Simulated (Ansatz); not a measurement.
From SnH3Br to Sn(OH)3Br: predicting a member

On one Sn centre that keeps Br, n of the H ligands are replaced by OH. The atomisation energy (no zero-point term) y in kJ/mol at CCSD(T)/def2-TZVPP. Shapes, held fixed at every level: PBE0-D4/def2-TZVP. Flexible molecules stand in one conformer, not always the lowest. Programs: Ansatz 0.2.0.

| molecule | n | y (kJ/mol) |
| --- | --- | --- |
| SnH3Br | 0 | 1097 |
| SnH2(OH)Br | 1 | ? |
| SnH(OH)2Br | 2 | 2091 |
| Sn(OH)3Br | 3 | 2584 |

Problem. Fit y = c + s·n to the known rows and predict SnH2(OH)Br.

Solution. 
1. Means of the 3 rows: n = 1.66667, y = 1924.0.
2. Σ(Δn)² = 4.6667, Σ(Δn·Δy) = 2314, so the slope is 2314/4.6667 = 495.85.
3. Intercept: 1924.0 − (495.85) × 1.66667 = 1097.6. The largest residual of the fit is 1.7.
4. SnH2(OH)Br: 1097.6 + (495.85) × 1 = 1593 kJ/mol.

The run gave 1590 kJ/mol, so the prediction is off by +3 kJ/mol, about the scatter of the fit. The steps are nearly additive. The slope is the difference between a Sn–OH and a Sn–H bond with the ligands’ own bonds. Other levels give for SnH2(OH)Br: HF/def2-TZVPP 1092; BHLYP-D4/def2-TZVPP 1552; B2PLYP/def2-TZVPP 1592 kJ/mol. For atoms past krypton def2 sets carry core potentials with scalar relativity. Relativity is left out for Br unless named. Correlated rows may include outer-core shells of Br, Sn, which these sets cover unevenly.

Each replacement of H by OH raises the atomisation energy by nearly the same amount, so the ligands on tin act almost independently. This fits a centre that stays tin(IV) throughout, with long, polar bonds that keep the ligands apart and probably weaken the geminal n→σ* delocalisation that makes such substitutions clearly non-additive on carbon. The second step is slightly the largest, but so small a difference could come from the orientation of the OH groups as easily as from electronic coupling.

The size of the slope shouldn't be read as the strength of a Sn–O bond. Much of it is the O–H bond that each hydroxyl brings with it, and only the remainder reflects the advantage of the strongly polar Sn–O bond over Sn–H. Hartree–Fock gives only 1092 kJ/mol against 1590, probably because it misses the correlation energy of the electron pairs formed on bonding. Large atomisation energies don't show that the hydroxides resist condensation to Sn–O–Sn species.
